## Question

A cubic NaSrI₃ crystal is stretched equally along two axes, as a film on a wider substrate would be, and the third axis is free to relax, which is done with r2SCAN. The strained cell is therefore tetragonal and no longer cubic. Strain is the stretch in the plane. Each change of gap and each energy rise is counted from the unstrained cell with the same functional.

Cubic perovskite NaSrI3 (5-atom cell, unstrained a = 6.398 Å, 52.37 Å³ per atom) under epitaxial xy strain, calculated with Ansatz 0.2.0 (plane-wave PAW DFT, no spin polarisation). Geometries are relaxed with r2SCAN; the k mesh is 2×2×2 for HSE06 and 4×4×4 for PBE and r2SCAN, the cutoff 500 eV for r2SCAN and 420 eV for the others. All band gaps are indirect.

```csv
functional,strain (%),band gap (eV),band gap change (eV),least direct gap change (eV),energy rise per atom (meV)
HSE06,2,3.324,-0.012,-0.009,2.6
HSE06,2.5,3.322,-0.014,-0.012,4.6
PBE,2,2.377,-0.015,-0.011,2.7
PBE,2.5,2.374,-0.018,-0.015,4.6
r2SCAN,2,3.093,-0.005,-0.002,4.5
r2SCAN,2.5,3.092,-0.005,-0.003,7.0
```

All three functionals start from the cell relaxed with r2SCAN. In that cell the calculated pressure is 0.171 GPa for HSE06, 0.139 GPa for PBE and 0.001 GPa for r2SCAN; a positive sign means that the cell pushes outwards. At 2 % strain the volume has grown by 3.56 %.

(a) Does the response of the gap to strain depend on the functional?

(b) HSE06 and PBE give a smaller energy rise than r2SCAN. Do they describe a softer crystal?

## Model answer

**(a)** In absolute terms hardly, in relative terms yes. At 2 % strain the gaps themselves differ by up to 0.95 eV between functionals, but their changes differ by only 10 meV. Most of the disagreement is already there in the unstrained cell, so it drops out when a change is taken.

The response is small in every row, a closing of 5 to 18 meV, and two limiting pictures suggest why. In the ionic picture the gap separates filled iodine 5p states from an empty level on the cations. If the crystal were purely ionic, stretching would weaken the electrostatic potentials that hold these levels apart, and the gap would close. If only the overlap between iodine orbitals mattered, stretching would narrow the filled band, lower its top and open the gap. Both effects are at work in the real crystal, so theory leads us to expect a partial cancellation, though these runs don't measure the parts separately. Nor is the empty level sharp: in the unstrained cell HSE06 spreads it into a band more than 1 eV wide, whose own response to strain also counts. The tetragonal distortion can also split the threefold valence edge. That would raise its top above the average of the three levels and help to close the gap, by an amount that is not listed here and could be as large as the whole response.

If the response is such a small remainder of opposing effects, it is easily altered in relative terms. At 2 % strain PBE closes the gap by 15 meV and r2SCAN by only 5 meV, a factor of three. The size of the gap does not set this order: r2SCAN has the middle gap but the smallest change. Why r2SCAN responds least remains open. Its runs also used a higher plane-wave cutoff, those with HSE06 used a coarser k mesh, and no convergence test is given for differences of a few meV.

**(b)** HSE06 does not, and PBE does so only slightly. A crystal that starts free of stress costs an energy proportional to the square of a small strain. A crystal that starts under pressure also lowers its energy by expanding, so that

energy rise = k × strain² − p × ΔV,

where k is a stiffness, p the starting pressure and ΔV the volume gained per atom. The r2SCAN cell is practically free of stress, so its two rows alone fix k at 1.125 meV per atom for strain in per cent.

Take HSE06 at 2 % strain, a row that played no part in finding k. The elastic cost is 1.125 × 2² = 4.50 meV. The volume gained is 0.0356 × 52.37 = 1.86 Å³ per atom. Multiplied by the starting pressure of 0.171 GPa and converted to meV, this gives a pressure term of 1.98 meV. The predicted rise is therefore 2.5 meV per atom, against 2.6 in the table.

The same stiffness serves HSE06 well at both strains, although its stresses were only loosely converged. It does less well for PBE, where it overestimates the rise at 2.5 % strain by 0.4 meV, or 9 % of the computed value. The stresses confirm that PBE is slightly softer: from 0 to 2 % strain the in-plane stress changes by 0.631 GPa with PBE, against 0.662 GPa with r2SCAN and 0.667 GPa with HSE06. Most of the apparent softness of PBE, however, comes from the starting pressure. The printed output after this text shows the comparison for each row.

## Remarks on the reasoning

The limit of small strain shows how to tell pressure from softness without knowing any stress. The elastic cost shrinks with the square of the strain, the pressure term only in proportion to it. A softer crystal without starting pressure would still raise its energy by a factor of (2.5/2)² = 1.56 between the two strains. r2SCAN does so, whereas HSE06 gives 1.77 and PBE 1.70, as they should if a pressure term has been subtracted.

A neighbouring series, in which each functional starts from its own relaxed cell, would lack this term by construction. Its energy rises could then be compared directly as stiffnesses. In the present series they can be compared only after the pressure term has been removed.

It is tempting to support part (a) with the band edges, which both fall by about 0.25 eV at 2 % strain. This common fall is no evidence of cancellation, because the energy zero of a periodic crystal can itself move when the cell changes. Only the distance between the edges has a meaning here.

The small gap changes belong to an idealised cubic cell, which need not be the stable phase of NaSrI₃. Spin–orbit coupling, which is strong in iodine, is left out. A constant shift of the gap would drop out of the changes, but this coupling also splits the valence edge and can thereby alter its response to strain. The five-atom cell also keeps the SrI₆ octahedra from tilting, which is one way for a perovskite to take up strain.

Printed output of the fit:

```
Edge shifts on each run's own zero:
     row  strain %  valence edge meV  conduction edge meV  gap change meV  extra closing of indirect gap meV
   HSE06         2            -242.9               -254.4          -11.57                                  3
   HSE06       2.5            -302.4               -316.5          -14.09                                  2
     PBE         2            -240.7               -255.4          -14.65                                  4
     PBE       2.5            -299.7               -317.7          -17.91                                  3
  r2SCAN         2            -240.9               -245.5          -4.665                                  3
  r2SCAN       2.5            -299.9               -305.3          -5.411                                  2
Spread of gaps between functionals at 2 % strain, eV: 0.947
Spread of gap changes between functionals at 2 % strain, meV: 10
Spread of gap changes between functionals at 2.5 % strain, meV: 13
Spread of valence edge shifts at 2 % strain, meV: 2.14
Spread of conduction edge shifts at 2 % strain, meV: 9.837
Energy rise per atom in meV:
     row  volume growth %  pressure term  rise without it  model  model less computed
   HSE06            3.556          1.983            4.583  2.517             -0.08313
   HSE06            4.455          2.484            7.084  4.547             -0.05284
     PBE            3.556          1.613            4.313  2.887               0.1865
     PBE            4.455          2.021            6.621   5.01               0.4102
  r2SCAN            3.556        0.01639            4.516  4.484             -0.01649
  r2SCAN            4.455        0.02053            7.021  7.011              0.01056
Stiffness from the two r2SCAN rows, meV per atom per (% strain) squared: 1.125
Ratio of rises at 2.5 and 2 % for a purely quadratic energy: 1.562
Ratio of rises at 2.5 and 2 %, HSE06: 1.769
Ratio of rises at 2.5 and 2 %, PBE: 1.704
Ratio of rises at 2.5 and 2 %, r2SCAN: 1.556
Spread of computed rises at 2.5 %, meV per atom: 2.4
Spread at 2.5 % without the pressure term, meV per atom: 0.463
```
